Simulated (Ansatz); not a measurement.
## A substitution series on Si: Cl to Br

On one Si centre, n of the Cl ligands are replaced by Br. The HOMO–LUMO gap y in eV at wB97X-V/def2-TZVPP. Shapes, held fixed at every level: PBE0-D4/def2-TZVP. Programs: Ansatz 0.2.0.

```
molecule  n  y (eV)
   SiCl4  0   13.73
 SiBrCl3  1       ?
 SiBr3Cl  3   11.78
   SiBr4  4   11.54
```

Q: Fit y = c + s·n to the known rows and predict SiBrCl3.

A: 
1. Means of the 3 rows: n = 2.33333, y = 12.350.
2. Σ(Δn)² = 8.6667, Σ(Δn·Δy) = -4.95, so the slope is -4.95/8.6667 = -0.57115.
3. Intercept: 12.350 − (-0.57115) × 2.33333 = 13.683. The largest residual of the fit is 0.19.
4. SiBrCl3: 13.683 + (-0.57115) × 1 = 13.11 eV.

The run gave 12.77 eV, so the prediction is off by +0.34 eV, more than the scatter of the fit. The step per swap changes from -0.96 to -0.24 eV along the series, so a line misses the bend. Other levels give for SiBrCl3: r2SCAN-D4/def2-TZVPP 6.54; PBE0-D4/def2-TZVPP 8.14; wB97M-V/def2-TZVPP 12.39 eV. Orbital gaps aren't excitation energies, and the LUMO depends on the basis. Relativity is left out for Br unless named.

Each replacement of Cl by Br narrows the gap, and the first does so most strongly, from 13.73 to 12.77 eV. The occupied frontier levels of these halosilanes are essentially halogen lone pairs, and Br 4p electrons are less tightly bound than Cl 3p. A single Br is therefore enough to place a Br-centred lone pair at the top of the occupied set. Further Br atoms probably raise that level only modestly, through interaction among lone pairs of similar energy, while the Si–halogen antibonding levels come down more gradually as weaker Si–Br bonds replace Si–Cl. This suggests that the bend marks a change in the HOMO's character at the first swap, followed by smaller shifts within a Br-dominated set.

The spread between functionals for SiBrCl3 far exceeds the whole substitution effect, probably because they differ in their share of exact exchange, especially at long range. The narrowing is thus supported as a trend within one functional, but the gaps alone can't separate the HOMO's contribution from the LUMO's.
